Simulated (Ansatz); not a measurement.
## A series in volume scale on ZrAsRu

Free energy against uniform scaling of the volume at fixed shape and fractions; periodic cell, basis, potentials, k mesh and filling as listed. The results are calculated, by Ansatz 0.2.0.

The cell before it is scaled or strained (space group P-62m, No. 189):
```
cell vectors (Å)
   6.6014     0.0000     0.0000
  -3.3007     5.7170     0.0000
   0.0000     0.0000     3.9189
atoms (fractions of the cell vectors)
Zr  0.41806  0.41806  0.50000
Zr  0.58194  0.00000  0.50000
Zr  0.00000  0.58194  0.50000
As  0.00000  0.00000  0.50000
As  0.66667  0.33333  0.00000
As  0.33333  0.66667  0.00000
Ru  0.00000  0.24373  0.00000
Ru  0.24373  0.00000  0.00000
Ru  0.75627  0.75627  0.00000
```

Settings of every row: functional r2SCAN; dispersion none; potentials PAW; wave cutoff 550 eV; density cutoff 2200 eV; k mesh 5x5x7; k shift 0x0x0; occupations fermi dirac; smearing width 0.15 eV; spin none.

Limits: coarse k mesh, up to 40 meV an atom off; the cell comes from a prototype or a list of computed structures and needn't be the stable phase.

```csv
row,volume scale,V (Å³/atom),pressure (GPa),energy above lowest point (meV/atom)
1,0.94,15.447,14.02,40.2
2,0.96,15.776,8.76,17
3,0.98,16.105,4.05,3.9
4,1,16.433,-0.16,0
5,1.02,16.762,-3.92,4.3
6,1.04,17.091,-7.29,15.8
7,1.06,17.419,?,?
```

Question: what pressure and energy above lowest point should row 7 give?

Worked fit of pressure. Take u = (V_r/V)^(2/3) − 1 with V_r = 16.269 Å³ an atom, which is twice the finite (Eulerian) strain; such expansions in the strain, on which the Birch-Murnaghan equation of state is built, carry the rest volume and the bulk modulus. The shown rows have u = 0.03517, 0.02073, 0.00678, -0.00666, -0.01971, -0.03233. Least squares give pressure = 1.887 + 313 × u + 906.9 × u² GPa; a straight line predicts inner rows, each left out in turn, worse (root mean square 0.4 against 0.0083 GPa). The rows lie off it by 0.00, -0.01, 0.00, 0.00, 0.01, -0.01. The pressure vanishes at u = -0.0061, or V = 16.42 Å³ an atom, and there the bulk modulus at fixed shape and fractions is B = −V dP/dV = (2/3)(1 + u) dP/du = 200 GPa. Letting shape and atoms relax would as a rule lower it, by much in layered, chain or molecular crystals. The withheld row has u = -0.04451, so the fit gives 1.887 + 313 × (-0.04451) + 906.9 × (-0.04451)² = -10.25 GPa.

The calculation gave -10.3 GPa. The fit lies 0.05 GPa (0.21 % of the column's range) above it; its largest miss of a shown row is 0.01 GPa. This row lies beyond the range of the fit.

Worked fit of energy above lowest point. Take u = (V_r/V)^(2/3) − 1 with V_r = 16.269 Å³ an atom, which is twice the finite (Eulerian) strain; such expansions in the strain, on which the Birch-Murnaghan equation of state is built, carry the rest volume and the bulk modulus. The shown rows have u = 0.03517, 0.02073, 0.00678, -0.00666, -0.01971, -0.03233. Least squares give energy above lowest point = 0.89 + 293.6 × u + 23401 × u² meV/atom; a straight line predicts inner rows, each left out in turn, worse (root mean square 10 against 0.093 meV/atom). The rows lie off it by 0.0, 0.0, -0.1, 0.0, 0.1, -0.1. Its lowest point lies at u = -0.0063, or V = 16.42 Å³ an atom, and the curvature there gives the bulk modulus at fixed shape and fractions, B = (4/9)(1 + u)² E″(u)/V = 200 GPa. Letting shape and atoms relax would as a rule lower it, by much in layered, chain or molecular crystals. The withheld row has u = -0.04451, so the fit gives 0.89 + 293.6 × (-0.04451) + 23401 × (-0.04451)² = 34.2 meV/atom.

The calculation gave 33.9 meV/atom. The fit lies 0.3 meV/atom (0.75 % of the column's range) above it; its largest miss of a shown row is 0.1 meV/atom. This row lies beyond the range of the fit.
